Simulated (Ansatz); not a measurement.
**A family of molecules: the atomisation energy (no zero-point term)**

One atom is swapped for its congeners: Cu(OH)(PF3); Ag(OH)(PF3); Au(OH)(PF3). All are singlets with charge 0.

Shapes, held fixed at every level: PBE0-D4/def2-TZVP. Flexible molecules stand in one conformer, not always the lowest. Programs: Ansatz 0.2.0. Values in eV.

```json
{"level": "HF/def2-SVP", "Cu(OH)(PF3)": "13.51", "Ag(OH)(PF3)": "12.75", "Au(OH)(PF3)": "13.45"}
{"level": "HF/def2-TZVPP", "Cu(OH)(PF3)": "14.83", "Ag(OH)(PF3)": "14.15", "Au(OH)(PF3)": "15.10"}
{"level": "PBE-D4/def2-TZVPP", "Cu(OH)(PF3)": "26.22", "Ag(OH)(PF3)": "25.11", "Au(OH)(PF3)": "26.10"}
{"level": "r2SCAN-D4/def2-TZVPP", "Cu(OH)(PF3)": "25.55", "Ag(OH)(PF3)": "24.37", "Au(OH)(PF3)": "25.44"}
{"level": "BHLYP-D4/def2-TZVPP", "Cu(OH)(PF3)": "22.86", "Ag(OH)(PF3)": "21.97", "Au(OH)(PF3)": "22.93"}
{"level": "PBE0-D4/def2-TZVPP", "Cu(OH)(PF3)": "24.61", "Ag(OH)(PF3)": "23.61", "Au(OH)(PF3)": "24.68"}
{"level": "wB97X-V/def2-TZVPP", "Cu(OH)(PF3)": "25.27", "Ag(OH)(PF3)": "24.23", "Au(OH)(PF3)": "25.17"}
```

At wB97X-V/def2-TZVPP the atomisation energy isn't monotonic: it is largest for Cu and smallest for Ag (25.27 and 24.23 eV). 4 of 7 levels show this order throughout; 4 agree on the largest and the smallest. For atoms past krypton def2 sets carry core potentials with scalar relativity. Spin-orbit coupling, which grows down the group, is left out (summed over each molecule's free atoms 0.06, 0.06, 0.06 eV).

Silver gives the smallest atomisation energy at every level, whereas the order of copper and gold changes with the method and is not settled. Since the P–F and O–H bonds are common to all three molecules, the silver minimum mainly reflects weaker metal–ligand bonding. Copper benefits from its compact valence shell and short, strongly polar bond to oxygen. In gold, relativistic contraction stabilises the 6s orbital and the expanded 5d shell mixes with it more readily, strengthening the covalent bonds, notably to phosphorus. Silver has neither advantage to the same degree: it is larger than copper, and its 4d shell lies too deep to contribute much.

The silver minimum already appears in Hartree–Fock, so correlation is not needed to produce it, although correlation supplies a large part of the total binding, much of it probably in the P–F bonds. The totals do not separate the M–O from the M–P contribution, and so do not rank the three metals by their hold on PF3.
